**Pole model for the scattering phases of a lanthanum pseudopotential**

The table holds the phase arctan(r R′/R) against energy for the s, d5/2 and d3/2 channels of all-electron La and the error of a norm-conserving pseudopotential (ONCVPSP, PW91, Dirac equation, d channel local). The program fits cot θ as a background plus two or three poles, models the d errors as shifts of the poles, and estimates the j-splitting of the d phase as slope × Δ/N from the 5d level splitting Δ and the norm N inside the radius. Two poles and a constant give the d phases to 0.014 rad rms and the s phase to 0.057 rad rms, both worst in the last row; pole shifts give the d errors to about 0.02 rad rms and miss the tails. The pseudo d phase is the same for both j, and Δ/N brackets the splitting near the 5d level but is three times too small at the second pole. The output also works two d5/2 rows with rounded constants and prints the last s rows, where the error approaches −π.

Calculated values. ONCVPSP 4.0.1, PW91, Dirac equation: La atom and its optimised norm-conserving Vanderbilt pseudopotential, core [Kr] 4d10, reference valence 5s2 5p6 5d1 6s1 6p1. The radius is 2.45 bohr for both s (two projectors) and d (local potential, no projectors). Pseudo and all-electron phases are matched in π at the reference levels: s −0.1587, d5/2 −0.1437, d3/2 −0.1510 Ha.

## Numerical check

```python
# Table: phases arctan(r R'/R) (rad) versus energy (Ha), all-electron and pseudo error, La, ONCVPSP, PW91, Dirac.
# Tested: cot(theta) = background + sum g/(E_i - E); error = shifted poles; j-splitting = slope*Delta/N.
T = {
    'energy': [-2.98, -2.54, -2.1, -1.66, -1.22, -0.78, -0.34, 0.1, 0.54, 0.98, 1.42, 1.86, 2.3, 2.74, 3.18, 3.62, 4.06, 4.5, 4.94],  # Ha
    'phase_s_all_electron': [1.3078, 1.2431, 1.0676, -0.6088, -1.593, -1.769, -1.9297, -2.2596, -3.3116, -4.1975, -4.4595, -4.5725, -4.6384, -4.6851, -4.7237, -4.7607, -4.8023, -4.8586, -4.956],  # rad
    'phase_s_error': [-0.0004, -0.0006, -0.0008, -0.0008, -0.0001, -0.0002, 0.0, -0.0004, -0.0121, -0.0141, -0.0141, -0.0177, -0.0259, -0.0448, -0.1018, -0.5795, -2.8093, -2.9137, -2.8757],  # rad
    'phase_d5_half_all_electron': [1.3584, 1.332, 1.2942, 1.2339, 1.1187, 0.8061, -0.398, -1.2594, -1.4936, -1.6139, -1.7197, -1.8784, -2.3488, -3.8574, -4.3828, -4.534, -4.6077, -4.6546, -4.69],  # rad
    'phase_d5_half_error': [-0.0017, -0.0016, -0.0018, -0.0024, -0.0039, -0.0095, -0.0217, -0.0079, -0.0078, -0.013, -0.0294, -0.0988, -0.652, -0.3909, -0.1176, -0.0644, -0.0479, -0.0431, -0.045],  # rad
    'phase_d3_half_all_electron': [1.358, 1.3316, 1.2937, 1.2329, 1.1158, 0.793, -0.4484, -1.2771, -1.5039, -1.6235, -1.733, -1.9063, -2.4684, -3.967, -4.4074, -4.5446, -4.6142, -4.6595, -4.6942],  # rad
    'phase_d3_half_error': [-0.0013, -0.0012, -0.0013, -0.0014, -0.001, 0.0036, 0.0287, 0.0098, 0.0025, -0.0034, -0.0161, -0.0709, -0.5324, -0.2813, -0.093, -0.0538, -0.0414, -0.0382, -0.0408],  # rad
}
import numpy as np
from scipy.optimize import least_squares as ls
A = lambda k: np.array(T[k], float)
E = A('energy'); s, es = A('phase_s_all_electron'), A('phase_s_error')
d5, e5 = A('phase_d5_half_all_electron'), A('phase_d5_half_error')
d3, e3 = A('phase_d3_half_all_electron'), A('phase_d3_half_error')
r, Delta, N = 2.45, 0.1510 - 0.1437, (0.415253 + 0.433718) / 2  # same run: radius, 5d levels, norms inside r
def th(x, p, n):
    c = np.polyval(p[2*n:], x) + sum(p[n+i] / (p[i] - x) for i in range(n))
    return np.arctan2(1, c) - np.pi * sum((x > p[i]) * 1.0 for i in range(n))
def slope(x, p):
    return -np.sin(th(x, p, 2))**2 * sum(p[2+i] / (p[i] - x)**2 for i in range(2))
def rep(res):
    k = np.argmax(abs(res))
    return "rms %.3f worst %+.3f rad at %.2f" % (np.sqrt(np.mean(res**2)), res[k], E[k])
def fit(name, y, p0, n):
    p = ls(lambda q: th(E, q, n) - y, p0).x
    print(name, "poles", p[:n].round(3), "g", p[n:2*n].round(3), "bg", p[2*n:].round(3), rep(th(E, p, n) - y))
    return p
print("rounding floor 0.00005 rad; step %.2f Ha; flat-well g=1/r^2 %.3f Ha; poles, g in Ha; lin bg=[slope,const]" % (E[1]-E[0], 1/r**2))
p5 = fit("d5/2 AE const", d5, [-0.46, 2.52, 0.29, 0.24, 0.1], 2)
p3 = fit("d3/2 AE const", d3, [-0.47, 2.48, 0.29, 0.24, 0.1], 2)
fit("d5/2 AE lin  ", d5, [-0.46, 2.52, 0.29, 0.24, 0.01, 0.1], 2)
fit("d pseudo const", d5 + e5, [-0.46, 2.33, 0.29, 0.24, 0.1], 2)
ps = fit("s AE const   ", s, [-1.74, 0.47, 0.13, 0.35, 0.12], 2)
fit("s AE lin     ", s, [-1.74, 0.47, 0.13, 0.35, 0.02, 0.12], 2)
fit("s AE 3 poles (3rd extrapolated)", s, [-1.74, 0.47, 5.8, 0.13, 0.35, 0.3, 0.06], 3)
fit("s pseudo 3 poles, lin", s + es, [-1.74, 0.47, 3.75, 0.13, 0.35, 0.09, 0.01, 0.08], 3)
sh = lambda x, p, d: th(x, p + np.array([d[0], d[1], 0, 0, 0]), 2) - th(x, p, 2)
D = {}; xg = np.linspace(1.5, 3.5, 2003)
for nm, p, e in (("d5/2", p5, e5), ("d3/2", p3, e3)):
    d = ls(lambda q: sh(E, p, q) - e, [0.0, -0.17]).x; D[nm] = d; f = sh(xg, p, d)
    print("%s shifts %.4f %.4f Ha; %s; model peak %.3f at %.2f Ha; d/g %.3f; 2atan(d/2g) %.3f" % (
        nm, d[0], d[1], rep(sh(E, p, d) - e), f.min(), xg[f.argmin()], d[1]/p[3], 2*np.arctan(d[1]/2/p[3])))
print("Delta %.4f N %.3f Delta/N %.4f Ha; fitted j-split of poles %.4f, %.4f Ha; share of 1st shift on d5/2 %.2f (2j+1: 0.40)" % (
    Delta, N, Delta/N, p5[0]-p3[0], p5[1]-p3[1], -D["d5/2"][0] / (D["d3/2"][0]-D["d5/2"][0])))
print("E[Ha] res_s res_d5 | err5 rule | err3 rule | d5-d3 slope*Delta/N | 0.6e5+0.4e3 [rad]")
r5, r3, so = sh(E, p5, D["d5/2"]), sh(E, p3, D["d3/2"]), -slope(E, p5) * Delta / N
for i, x in enumerate(E):
    print("%5.2f %+.3f %+.3f | %+.4f %+.4f | %+.4f %+.4f | %.4f %.4f | %+.4f" % (x, th(x, ps, 2)-s[i],
          th(x, p5, 2)-d5[i], e5[i], r5[i], e3[i], r3[i], d5[i]-d3[i], so[i], 0.6*e5[i]+0.4*e3[i]))
q = p5.round(2); dq = D["d5/2"].round(3)
print("worked d5/2: E1 E2 g1 g2 R0 =", q, "shifts", dq)
for x0, j in ((-0.34, 0), (2.30, 1)):
    i = np.argmin(abs(E - x0)); x = E[i]; t1, t2 = q[2]/(q[0]-x), q[3]/(q[1]-x)
    print("E %.2f: terms %.3f %.3f cot %.3f theta %.3f (table %.4f) slope %.2f rad/Ha; err linear %.4f, shifted %.4f (table %.4f); pseudo %.4f" % (
        x, t1, t2, t1+t2+q[4], th(x, q, 2), d5[i], slope(x, q), -dq[j]*slope(x, q), sh(x, q, dq), e5[i], d5[i]+e5[i]))
i = np.argmin(abs(E - 0.54))
print("s at 0.54: slope %.2f rad/Ha, error read as shift %.4f Ha" % (slope(E[i], ps), -es[i]/slope(E[i], ps)))
print("s last 3 rows: error+pi", (es[-3:]+np.pi).round(3), "cot AE", (1/np.tan(s[-3:])).round(3), "cot pseudo", (1/np.tan((s+es)[-3:])).round(3))
print("s AE steps over last 4 intervals [rad]", np.diff(s)[-4:].round(4))
print("last E with |error|<0.03 rad throughout: s %.2f, d5/2 %.2f, d3/2 %.2f Ha" % tuple(E[np.argmax(abs(e) >= 0.03)-1] for e in (es, e5, e3)))
gap = abs(d5 + e5 - d3 - e3).max()
print("max difference of pseudo d phase between j: %.4f rad" % gap)
assert gap < 2.5e-4
assert all((np.diff(y) < 0).all() for y in (s, d5, d3, s + es, d5 + e5))
k = np.argmin(abs(E + 0.34)); assert e5[k] < 0 < e3[k]
assert -np.pi < es[-1] < -2.5 and abs(e5[-1]) < 0.1
```

It prints:

```
rounding floor 0.00005 rad; step 0.44 Ha; flat-well g=1/r^2 0.167 Ha; poles, g in Ha; lin bg=[slope,const]
d5/2 AE const poles [-0.443  2.537] g [0.265 0.229] bg [0.089] rms 0.014 worst +0.033 rad at 4.94
d3/2 AE const poles [-0.456  2.486] g [0.262 0.229] bg [0.089] rms 0.014 worst +0.035 rad at 4.94
d5/2 AE lin   poles [-0.447  2.539] g [0.273 0.234] bg [0.007 0.081] rms 0.004 worst +0.009 rad at 4.94
d pseudo const poles [-0.448  2.329] g [0.264 0.201] bg [0.099] rms 0.019 worst +0.050 rad at 4.94
s AE const    poles [-1.729  0.498] g [0.119 0.288] bg [0.142] rms 0.057 worst +0.185 rad at 4.94
s AE lin      poles [-1.745  0.489] g [0.14  0.325] bg [0.027 0.107] rms 0.031 worst +0.099 rad at 4.94
s AE 3 poles (3rd extrapolated) poles [-1.736  0.487  5.9  ] g [0.126 0.307 0.275] bg [0.05] rms 0.001 worst -0.002 rad at 4.50
s pseudo 3 poles, lin poles [-1.738  0.485  3.73 ] g [0.129 0.306 0.081] bg [0.008 0.082] rms 0.004 worst +0.012 rad at 4.94
d5/2 shifts -0.0053 -0.2038 Ha; rms 0.023 worst +0.057 rad at 2.74; model peak -0.838 at 2.43 Ha; d/g -0.891; 2atan(d/2g) -0.838
d3/2 shifts 0.0083 -0.1534 Ha; rms 0.024 worst +0.059 rad at 2.74; model peak -0.646 at 2.41 Ha; d/g -0.670; 2atan(d/2g) -0.646
Delta 0.0073 N 0.424 Delta/N 0.0172 Ha; fitted j-split of poles 0.0127, 0.0510 Ha; share of 1st shift on d5/2 0.39 (2j+1: 0.40)
E[Ha] res_s res_d5 | err5 rule | err3 rule | d5-d3 slope*Delta/N | 0.6e5+0.4e3 [rad]
-2.98 -0.047 -0.018 | -0.0017 -0.0017 | -0.0013 -0.0008 | 0.0004 0.0008 | -0.0015
-2.54 -0.039 -0.016 | -0.0016 -0.0021 | -0.0012 -0.0009 | 0.0004 0.0011 | -0.0014
-2.10 -0.018 -0.013 | -0.0018 -0.0026 | -0.0013 -0.0008 | 0.0005 0.0017 | -0.0016
-1.66 +0.006 -0.009 | -0.0024 -0.0033 | -0.0014 -0.0006 | 0.0010 0.0029 | -0.0020
-1.22 -0.052 -0.004 | -0.0039 -0.0047 | -0.0010 +0.0008 | 0.0029 0.0063 | -0.0027
-0.78 -0.038 +0.008 | -0.0095 -0.0089 | +0.0036 +0.0088 | 0.0131 0.0214 | -0.0043
-0.34 -0.021 +0.003 | -0.0217 -0.0203 | +0.0287 +0.0297 | 0.0504 0.0634 | -0.0015
 0.10 +0.014 -0.015 | -0.0079 -0.0122 | +0.0098 +0.0005 | 0.0177 0.0147 | -0.0008
 0.54 +0.022 -0.011 | -0.0078 -0.0144 | +0.0025 -0.0078 | 0.0103 0.0057 | -0.0037
 0.98 -0.052 -0.006 | -0.0130 -0.0227 | -0.0034 -0.0161 | 0.0096 0.0039 | -0.0092
 1.42 -0.048 -0.001 | -0.0294 -0.0448 | -0.0161 -0.0344 | 0.0133 0.0044 | -0.0241
 1.86 -0.038 +0.005 | -0.0988 -0.1271 | -0.0709 -0.1021 | 0.0279 0.0086 | -0.0876
 2.30 -0.027 +0.013 | -0.6520 -0.6639 | -0.5324 -0.5437 | 0.1196 0.0369 | -0.6042
 2.74 -0.014 -0.013 | -0.3909 -0.3339 | -0.2813 -0.2225 | 0.1096 0.0424 | -0.3471
 3.18 +0.001 -0.002 | -0.1176 -0.0787 | -0.0930 -0.0551 | 0.0246 0.0088 | -0.1078
 3.62 +0.021 +0.007 | -0.0644 -0.0326 | -0.0538 -0.0233 | 0.0106 0.0035 | -0.0602
 4.06 +0.050 +0.015 | -0.0479 -0.0176 | -0.0414 -0.0127 | 0.0065 0.0019 | -0.0453
 4.50 +0.096 +0.024 | -0.0431 -0.0110 | -0.0382 -0.0079 | 0.0049 0.0012 | -0.0411
 4.94 +0.185 +0.033 | -0.0450 -0.0075 | -0.0408 -0.0054 | 0.0042 0.0008 | -0.0433
worked d5/2: E1 E2 g1 g2 R0 = [-0.44  2.54  0.26  0.23  0.09] shifts [-0.005 -0.204]
E -0.34: terms -2.600 0.080 cot -2.430 theta -0.390 (table -0.3980) slope -3.77 rad/Ha; err linear -0.0188, shifted -0.0197 (table -0.0217); pseudo -0.4197
E 2.30: terms -0.095 0.958 cot 0.953 theta -2.332 (table -2.3488) slope -2.11 rad/Ha; err linear -0.4304, shifted -0.6539 (table -0.6520); pseudo -3.0008
s at 0.54: slope -3.49 rad/Ha, error read as shift -0.0035 Ha
s last 3 rows: error+pi [0.332 0.228 0.266] cot AE [0.09  0.147 0.249] cot pseudo [-0.247 -0.082 -0.022]
s AE steps over last 4 intervals [rad] [-0.037  -0.0416 -0.0563 -0.0974]
last E with |error|<0.03 rad throughout: s 2.30, d5/2 1.42, d3/2 1.42 Ha
max difference of pseudo d phase between j: 0.0000 rad
```
